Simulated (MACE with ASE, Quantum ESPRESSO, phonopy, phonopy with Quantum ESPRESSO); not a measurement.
# Transverse optical mode of rocksalt KF against volume: PBE+D3(BJ) and the MACE-MPA-0 potential

The calculated quantity is the highest zone-centre frequency of rocksalt KF, at six volumes from 0.97 to 1.05 of V0, the volume at which the computed static stress practically vanishes, with PBE+D3(BJ) and with the machine-learned potential MACE-MPA-0. Without the macroscopic field this is the threefold transverse optical mode, in which the K and F sublattices move against each other. It sets where the crystal absorbs strongly in the far infrared, and its response to volume tells how that absorption moves under pressure or on heating. I want the mode Grüneisen parameter γ, which is positive when the frequency falls on expansion, and I compare the two levels both at equal V/V0 and at equal volume per atom.

With PBE+D3(BJ) this V0 is slightly smaller than the true equilibrium volume of the calculation. The total energy is a little lower at 1.015 V0 than at V0, and its minimum lies between the two. The tabled pressures come from the stress. At every volume they are lower than the slope of the energy gives, by a nearly constant amount that is not small beside the steps between rows. A limited plane-wave cutoff produces a mismatch of this sign, but the series has no second cutoff to test that cause. For MACE-MPA-0 stress and energy agree.

## Set-up

One crystal, KF (rocksalt), taken from a measured cell of the Crystallography Open Database (known phase), directly or through a relaxation at another level, and relaxed at each level to its static volume V0; then scaled volumes, with shape and atoms relaxed at fixed volume where symmetry leaves them free. Quantum ESPRESSO 7.5 rows: plane waves at 45 Ry, no spin, finite atomic displacements in 2×2×2 supercells with phonopy 4.10. Machine-learned potentials: finite atomic displacements of 0.02 Å in 3×3×3 supercells with phonopy 4.10. The same in all rows: lowest frequency along the high-symmetry path, interpolated; zero means stable, negative imaginary: 0.0 cm⁻¹.

Notes on method and selection:

- Minus the slope of ln ω against ln V is the mode Grüneisen parameter.
- Harmonic values at the static lattice; measured values carry thermal expansion and anharmonic shifts at their temperature.
- MACE-MPA-0 is a published machine-learned interatomic potential trained on PBE and PBE+U data; it has no electrons, no dipole term and hence no LO-TO splitting.
- Runs that did not converge, have known faults or may not be shown are not listed, and runs on Ansatz's PAW sets soft_1 and soft_2 are kept to separate tables.

Columns:

- volume (Å³): volume per atom.
- pressure (GPa): static pressure at that volume, compression positive.
- highest Γ mode (cm⁻¹): highest optical mode at the zone centre, without the macroscopic field (no LO-TO term).

## The series

| member | level of theory | volume (Å³) | pressure (GPa) | highest Γ mode (cm⁻¹) |
| --- | --- | --- | --- | --- |
| V/V0 = 0.97 | MACE-MPA-0 medium | 19.342 | 0.97 | 176.8 |
| V/V0 = 0.985 | MACE-MPA-0 medium | 19.641 | 0.47 | 170.7 |
| V/V0 = 1 | MACE-MPA-0 medium | 19.940 | 0.00 | 164.6 |
| V/V0 = 1.015 | MACE-MPA-0 medium | 20.239 | −0.43 | 158.8 |
| V/V0 = 1.03 | MACE-MPA-0 medium | 20.538 | −0.84 | 153.1 |
| V/V0 = 1.05 | MACE-MPA-0 medium | 20.937 | −1.34 | 145.6 |
| V/V0 = 0.97 | PBE+D3(BJ), GBRV (Quantum ESPRESSO) | 18.382 | 1.07 | 200.7 |
| V/V0 = 0.985 | PBE+D3(BJ), GBRV (Quantum ESPRESSO) | 18.667 | 0.51 | 193.7 |
| V/V0 = 1 | PBE+D3(BJ), GBRV (Quantum ESPRESSO) | 18.951 | −0.02 | 186.8 |
| V/V0 = 1.015 | PBE+D3(BJ), GBRV (Quantum ESPRESSO) | 19.235 | −0.49 | 180.0 |
| V/V0 = 1.03 | PBE+D3(BJ), GBRV (Quantum ESPRESSO) | 19.519 | −0.94 | 173.7 |
| V/V0 = 1.05 | PBE+D3(BJ), GBRV (Quantum ESPRESSO) | 19.899 | −1.46 | 165.1 |

Least-squares fits to the whole series, with x = volume (Å³); R² and errors in the fitted variable (y, or ln y where the fit is in ln y):

| y | level of theory | members | fit | R² | rms residual | leave-one-out rms | the same for the mean of the others |
| --- | --- | --- | --- | --- | --- | --- | --- |
| highest Γ mode (cm⁻¹) | MACE-MPA-0 medium | 6 | ln y = 12.428 − 2.4478 ln x | 1.00 | 0.0015 | 0.0028 | 0.078 |
| highest Γ mode (cm⁻¹) | PBE+D3(BJ), GBRV (Quantum ESPRESSO) | 6 | ln y = 12.4658 − 2.46004 ln x | 1.00 | 0.0014 | 0.0027 | 0.079 |

## Why the values move as they do

The mode softens at every step of expansion at both levels. With PBE+D3(BJ) it falls from 200.7 to 165.1 cm⁻¹ while the volume grows by a factor 19.899 / 18.382 = 1.083. Since the masses are fixed, the effective force constant goes as the frequency squared, and it drops by a factor (200.7 / 165.1)² = 1.48 for a bond only about 2.7 % longer.

The fits give γ = 2.46 for PBE+D3(BJ) and 2.45 for MACE-MPA-0, so over the same range of V/V0 the levels agree. The second decimal should not be pressed: the PBE+D3(BJ) range sits slightly too low relative to its energy minimum, and γ itself changes with volume, as shown below.

The usual picture of an ionic crystal offers a qualitative reason for the sign and the steepness, though the table does not separate its two terms. In μω² = k − C, μ is the reduced mass, k the stiffness of the short-range repulsion between neighbouring ions, and C the softening by the Coulomb local field. On expansion k falls steeply, because the overlap of the ions decays roughly exponentially with distance, while C falls only about as 1/V. Their difference therefore shrinks faster, in proportion, than k itself.

The frequencies at V0 do not agree: 164.6 cm⁻¹ with MACE-MPA-0 against 186.8 with PBE+D3(BJ). Most of this gap comes from the volume. The potential's V0 is larger by a factor 19.940 / 18.951 = 1.052, and the PBE+D3(BJ) row at nearly that volume, 19.899 Å³, has 165.1 cm⁻¹. Part of the difference in V0 arises only because the PBE+D3(BJ) V0 lies below the energy minimum. With that minimum between 18.951 and 19.235 Å³, the potential's equilibrium volume is larger by a factor between 19.940 / 19.235 = 1.037 and 1.052, and its equilibrium frequency is lower by between 180.0 − 164.6 = 15.4 and 186.8 − 164.6 = 22.2 cm⁻¹. The missing dispersion attraction in the potential's PBE training data is a likely contributor to the volume difference that remains, though errors of the potential itself may add to it.

At equal absolute volume the agreement on γ is less close. Between 19.342 and 19.940 Å³ MACE-MPA-0 gives ln(176.8 / 164.6) / ln(19.940 / 19.342) = 2.35. Between 19.235 and 19.899 Å³ PBE+D3(BJ) gives ln(180.0 / 165.1) / ln(19.899 / 19.235) = 2.55. The potential's curve is thus somewhat flatter there, and the near-identity of the two fitted values depends on each level being strained about its own V0.

## Members off the line

Largest departures from the fit to the whole series:

| member | level of theory | highest Γ mode (cm⁻¹) | fit | computed − fit | computed / fit | in rms residuals (of ln y) |
| --- | --- | --- | --- | --- | --- | --- |
| V/V0 = 1.05 | PBE+D3(BJ), GBRV (Quantum ESPRESSO) | 165.1 | 165.4 | −0.3 | 1.00 | 1.5 |
| V/V0 = 1.05 | MACE-MPA-0 medium | 145.6 | 145.9 | −0.3 | 1.00 | 1.4 |
| V/V0 = 0.97 | PBE+D3(BJ), GBRV (Quantum ESPRESSO) | 200.7 | 201.1 | −0.4 | 1.00 | 1.3 |
| V/V0 = 0.97 | MACE-MPA-0 medium | 176.8 | 177.1 | −0.3 | 1.00 | 1.3 |

The largest departures are the end points, V/V0 = 0.97 and 1.05, at both levels. All four lie below the fit, by 0.3 to 0.4 cm⁻¹. Such a pattern means that the fitted power law is slightly too straight: γ is not constant but grows with volume.

The end intervals show how much. For PBE+D3(BJ), γ is ln(200.7 / 193.7) / ln(18.667 / 18.382) = 2.31 in the most compressed interval and ln(173.7 / 165.1) / ln(19.899 / 19.519) = 2.63 in the most expanded one. For MACE-MPA-0 the same two intervals give ln(176.8 / 170.7) / ln(19.641 / 19.342) = 2.29 and ln(153.1 / 145.6) / ln(20.937 / 20.538) = 2.61.

The ionic picture has the right sign for this. As the crystal expands, repulsion and Coulomb softening come closer to cancelling, so a further small loss of repulsion takes a larger fraction of what remains.

## Using the table

**How far does 1 GPa of pressure move the mode?**
With PBE+D3(BJ), going from −0.02 to 1.07 GPa raises it from 186.8 to 200.7 cm⁻¹. That is (200.7 − 186.8) / (1.07 + 0.02) = 12.8 cm⁻¹ per GPa. MACE-MPA-0 gives (176.8 − 164.6) / 0.97 = 12.6 cm⁻¹ per GPa, so the potential closely reproduces the density-functional pressure shift. The error in the PBE+D3(BJ) pressures is nearly the same at all volumes and largely cancels in this difference. It does not cancel when a frequency is looked up at a given pressure: for that, the PBE+D3(BJ) pressure column is too low.

**Can one density-functional run at V0 be combined with a volume series from the potential?**
I scale the PBE+D3(BJ) value at V0 by the frequency ratio from MACE-MPA-0 at the same V/V0. For V/V0 = 1.05 this gives 186.8 × 145.6 / 164.6 = 165.2 cm⁻¹, against 165.1 computed directly. For V/V0 = 0.97 it gives 186.8 × 176.8 / 164.6 = 200.6 cm⁻¹, against 200.7. With this V0 the shortcut works to about 0.1 cm⁻¹ at both ends, but that closeness depends on the reference volume. If the PBE+D3(BJ) row at 1.015 V0 is the reference instead, the row at 0.985 V0 lies at 18.667 / 19.235 = 0.970 of it. The shortcut then gives 180.0 × 176.8 / 164.6 = 193.3 cm⁻¹, against 193.7. For KF I would therefore count on a few tenths of a cm⁻¹. The potential's own equilibrium frequency misses by many times more, whichever of the two rows it is held against.

**What does a thermal expansion of 1 % in volume do to the frequency?**
Near V0 the shift is −γ × ω × ΔV/V = −2.46 × 186.8 × 0.01 = −4.6 cm⁻¹ with PBE+D3(BJ). This is only the part due to volume; phonon–phonon coupling at fixed volume adds a shift of its own.

## Conclusions and limits

From 0.97 to 1.05 V0, a γ near 2.45 describes this mode at both levels, with a local value that rises on expansion. The absolute frequency is only as good as the volume at which it is taken, so I would check the cell before blaming the force constants. This applies to the PBE+D3(BJ) series too: 186.8 cm⁻¹ belongs to the volume of vanishing computed stress, and at the energy minimum the mode lies between 180.0 and 186.8 cm⁻¹. A run at a higher cutoff, with the cell relaxed again, would be the next step before quoting an equilibrium frequency.

These are harmonic frequencies of a static lattice. Zero-point and thermal expansion would lower them, since γ is positive. The macroscopic field, left out here, would place the longitudinal mode above the tabled one. The different supercells should matter little, because a zone-centre mode fits exactly into either.

This γ should not be used as the average for the crystal: a small share of the modes elsewhere in the Brillouin zone has a negative Grüneisen parameter at both levels, and thermal expansion depends on the weighted sum of all modes.
